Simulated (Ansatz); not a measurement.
# A series in volume scale on Ba

Results calculated with Ansatz 0.2.0, not measured. Plane-wave DFT, scalar-relativistic PAW made under PBE with cores redone for the functional, no dispersion; the given relaxed cell is scaled uniformly, energy at zero smearing counts from the unscaled cell, pressure at the given Fermi-Dirac smearing is positive in compression.

The cell before it is scaled or strained (space group Fd-3m, No. 227):
```
CELL_PARAMETERS angstrom
0.00000 3.79210 3.79210
3.79210 0.00000 3.79210
3.79210 3.79210 0.00000
ATOMIC_POSITIONS crystal
Ba 0.12500 0.12500 0.12500
Ba 0.87500 0.87500 0.87500
```

Settings of every row: spin polarised no; functional r2SCAN; wave cutoff 500 eV; smearing width 0.1 eV; k mesh 8x8x8.

Atom starting moment: 0 on all atoms.

Limits: some atoms lie unusually close (a squeezed, shaken or made-up cell); no spin-orbit coupling, which can matter with elements this heavy.

```csv
row,volume scale,V (Å³/atom),pressure (GPa),energy change per atom (meV)
1,0.88,47.987,2.34,38.02
2,0.92,50.168,1.3,14.1
3,0.96,52.349,?,?
4,1.04,56.712,-0.47,4.32
5,1.08,58.893,-0.77,13.67
6,1.12,61.074,-0.98,26.68
```

Question: what pressure should row 3 give?

Worked fit of pressure. Take u = (V_r/V)^(2/3) − 1 with V_r = 56.712 Å³ an atom, which is twice the finite (Eulerian) strain; such expansions in the strain, on which the Birch-Murnaghan equation of state is built, carry the rest volume and the bulk modulus. The shown rows have u = 0.11781, 0.08517, 0, -0.02484, -0.0482. Least squares give pressure = −0.48 + 14.113 × u + 82.51 × u² GPa; a straight line predicts inner rows, each left out in turn, worse (root mean square 0.24 against 0.028 GPa). The rows lie off it by 0.01, -0.02, 0.01, 0.01, -0.01. The pressure vanishes at u = 0.0291, or V = 54.33 Å³ an atom, and there the bulk modulus at fixed shape and fractions is B = −V dP/dV = (2/3)(1 + u) dP/du = 13 GPa. The withheld row has u = 0.05482, so the fit gives −0.48 + 14.113 × (0.05482) + 82.51 × (0.05482)² = 0.54 GPa.

The calculation gave 0.52 GPa. The fit lies 0.02 GPa (0.6 % of the column's range) above it; its largest miss of a shown row is 0.02 GPa.

The other values of row 3: energy change per atom 2.48 meV.
